A platinum layer that grows in register with the cube face of a support of different atomic spacing is forced out of its cubic shape. Its designer has to decide whether an elastic constant is enough to estimate the energy stored in the change of shape, or whether the distortion is too large for that. For slight distortions the constant serves. For strong flattening it can overstate the energy several times, because the crystal is then on its way to another cubic structure.

Ansatz 0.2.0, scalar-relativistic DFT with the LDA functional, PAW and a plane-wave cutoff of 420 eV, for platinum in a one-atom cell without spin polarization, with a 22×22×22 k mesh and Gaussian smearing of 0.15 eV. Free energies are relative to the relaxed fcc crystal, and the shape ratio is c/a of the conventional cubic cell, 1 for fcc.

```csv
shape ratio,free energy change at volume per atom 12.987 angstrom^3 (meV an atom),free energy change at volume per atom 14.7576 angstrom^3 (meV an atom),free energy change at volume per atom 16.529 angstrom^3 (meV an atom)
0.610,346.2,49.1,186.1
0.649,400.3,97.7,228.9
0.690,430.8,123.8,250.8
0.734,427.3,121.0,248.6
0.781,398.2,97.5,230.3
0.831,359.4,67.0,207.1
0.884,318.1,36.1,184.4
0.940,282.9,10.8,166.6
1.000,267.4,0.0,159.1
1.064,289.2,15.0,169.1
1.131,363.1,65.1,202.1
```

The shape ratio is the length of the crystal along one cube axis divided by its length across, with fcc platinum at 1. Below 1 the crystal is flattened and spreads sideways, so that its volume stays fixed. A real layer can also adjust its thickness, so its volume may change as well. Each column also contains the energy of changing the volume itself, which the row at ratio 1 shows alone. Subtracting that row from its column leaves the cost of shape; at 14.7576 Å³ it is zero, so the values can be read directly.

**From 0.610 to 0.690: less flattening, more energy**

The first rows run against intuition. From ratio 0.610 to 0.690 the crystal moves back towards its preferred fcc shape, yet its energy rises from 49.1 to 123.8 meV an atom. The reason is the bcc structure, which lies on the same path at ratio 1/√2, about 0.707. The most flattened crystal is already past it and on the far slope.

Neighbour distances make the path visible. In fcc each atom has twelve equal contacts at 2.75 Å. Near bcc only eight remain that close, with six more at roughly 3.1 Å. At 0.610 two of those six have moved in to 2.80 Å, so the atom has about ten near neighbours. This is the most flattened crystal calculated, and the energy is still falling there, so the row does not mark a stable form of platinum.

**Around 0.707: why there is a summit**

Symmetry requires the energy curve to be flat at bcc. In a cubic crystal a small stretch changes the energy, to first order, by the same amount per unit strain along each of the three axes. At fixed volume the three small strains add up to zero, so these changes cancel. The same argument makes the curve flat at fcc.

Symmetry does not say which structure is lower. Band theory gives the usual reason: bcc tends to split the d states into a lower and an upper group, which suits a half-filled d shell such as that of tungsten. Platinum has filled nearly all its d states, and the close-packed fcc structure then has the advantage. The table shows the outcome of this competition, while the d-electron cause rests on theory.

Since the energy falls on both sides of bcc, bcc platinum would not hold its shape. The curve there bends downwards about as strongly as it bends upwards at fcc. A small push along this path would send the crystal away from bcc, towards fcc or towards stronger flattening.

**From 0.734 to 1.000: estimating the height from the stiffness**

On the way down to fcc, one number links the bottom of the valley to the summit. Let x be the natural logarithm of the shape ratio, so that fcc lies at x = 0 and bcc at x = −b, with b = 0.347. The simplest slope that vanishes at both places, and its integral, are

slope = K·x·(1 + x/b)

E = K·(x²/2 + x³/(3b))

Here E is the cost of shape and K the stiffness at fcc. Setting x = −b gives the height of bcc above fcc, K·b²/6.

The two rows beside fcc, at 0.940 and 1.064, supply K. They lie at x ≈ ∓0.062, and the sum of their energies divided by x² is the curvature:

K ≈ (10.8 + 15.0)/0.00384 ≈ 6720 meV

height = K·b²/6 ≈ 135 meV an atom

The row at 0.690, close to bcc, took no part in finding K. There the formula lies 7% above the calculated 123.8 meV. A plain spring with the same stiffness, K·x²/2, gives 463 meV, nearly four times too much. The spring keeps pulling harder, whereas the real restoring force is strongest about halfway and vanishes at bcc.

In proportion to the cost, the formula is weakest at the edge, where it gives 40 meV instead of 49. It knows only the two cubic structures and has no means of describing what follows beyond them.

For an engineer, K is the familiar resistance to tetragonal shear, equal here to a modulus of about 55 GPa. This value belongs to the local-density approximation without spin–orbit coupling, which is sizeable in so heavy an atom. A measured modulus may therefore differ, and the estimated height would shift in proportion.

**From 1.000 to 1.131: stretching costs more**

Beyond fcc the energy climbs faster than it did on the flattened side. Stretching to 1.131 costs 65.1 meV, while the matching flattening to 0.884 costs 36.1 meV. Flattening leads towards bcc, where the slope has to return to zero, so the crystal softens on the way. Stretching leads away from it, and the cubic term in the formula then adds to the cost instead of reducing it.

The contacts suggest a chemical reading. Stretching along the axis pushes four neighbours in the plane across it together, from 2.75 to 2.64 Å. The matching flattening shortens eight contacts, but only to 2.71 Å. Repulsion rises steeply at short distance, so a few strongly squeezed contacts may well cost more than many slightly squeezed ones.

**Across the columns: compression raises the summit**

Compression makes every departure from fcc more expensive. Between the largest and the smallest volume, the cost at 0.690 rises from 91.7 to 163.4 meV, a factor of 1.8. A likely reason is that closer atoms overlap more strongly, which widens the d bands and tends to enlarge the energy differences between structures. The usual scaling of the band width, with volume to the power −5/3, would give a factor of only 1.5, so it gives the right direction but only part of the size.

The edge row responds most, by a factor of 2.9. It is what remains after a large climb to the summit and a large descent beyond it. The descent to 0.610 grows only from about 65 to 85 meV on compression, much less than the climb. The remainder therefore grows out of proportion.

The columns also show how far the link between stiffness and height can be carried to a neighbouring case. At the smallest volume the two rows beside fcc cost 15.5 and 21.8 meV, which raises the formula's value at 0.690 to 132.4 × 37.3/25.8 ≈ 191 meV. The calculated cost there is 163.4 meV, so the formula is about a sixth too high. Compressed platinum is stiffer and does have a higher summit, but the summit grows more slowly than the stiffness.
